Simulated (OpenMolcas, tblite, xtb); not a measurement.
Ge2SiH8 (SMILES [GeH3][SiH2][GeH3]): methods side by side

The species is Ge2SiH8 (11 atoms), meant as a singlet with charge 0. As SMILES, `[GeH3][SiH2][GeH3]`. Geometry: relaxed at PBE0-D4/def2-TZVP.

```xyz
11

Ge   -1.3148    1.3291   -0.6481
Si   -0.4203   -0.8501   -0.3181
Ge    1.6312   -0.7359    0.8804
H    -2.6434    1.2778   -1.4213
H    -0.3212    2.1934   -1.4427
H    -1.5663    2.0081    0.7089
H    -0.1899   -1.4986   -1.6384
H    -1.3957   -1.6784    0.4430
H     1.4059   -0.0772    2.2519
H     2.6520    0.1106    0.1012
H     2.2278   -2.1357    1.1038
```

Quantity: the HOMO–LUMO gap, in eV. The values are calculated.

```csv
level,kind,program,value (eV),CPU time
GFN2-xTB,semi-empirical,tblite,4.52,under 2 s
GFN0-xTB,semi-empirical,xtb,4.21,under 2 s
HF/cc-pVDZ,Hartree–Fock,OpenMolcas,13.52,29 s
SVWN5/cc-pVDZ,LDA,OpenMolcas,6.05,68 s
BLYP/cc-pVDZ,GGA,OpenMolcas,6.10,92 s
r2SCAN/cc-pVDZ,meta-GGA,OpenMolcas,6.65,84 s
M06-2X/cc-pVDZ,hybrid meta-GGA,OpenMolcas,9.63,78 s
B2PLYP/cc-pVDZ,double hybrid,OpenMolcas,10.02,49 s
```

All-electron rows without a relativistic Hamiltonian named are non-relativistic. The values span 4.21 to 13.52 eV. Orbital gaps aren't excitation energies, and those of double hybrids come from the SCF part alone; they tend to grow with the share of exact exchange. CPU times are rough (shared hosts, several kinds of processor): they show what a rung costs within a factor of a few.

The gap of this saturated chain depends far more on the treatment of exchange than on the choice among semilocal functionals. SVWN5 and BLYP nearly coincide at 6.05 and 6.10 eV, and r2SCAN opens the gap only modestly, whereas Hartree–Fock reaches 13.52 eV. In Hartree–Fock, an occupied orbital is freed from its own repulsion, while an empty one feels the full field of all the electrons and so lies high, much like an electron-attachment level. M06-2X and B2PLYP fall in between. They contain almost equal shares of exact exchange, yet B2PLYP, with marginally less, has the larger gap, so that share alone doesn't fix the order.

The frontier occupied level is probably a Ge–Si σ combination spread over both bonds, as is usual in heavier group 14 chains. The empty level is likely to be σ* mixed with diffuse character, which a compact basis without diffuse functions would push upwards. Without the all-silicon or all-germanium analogue, the effect of the central silicon on σ conjugation remains open.
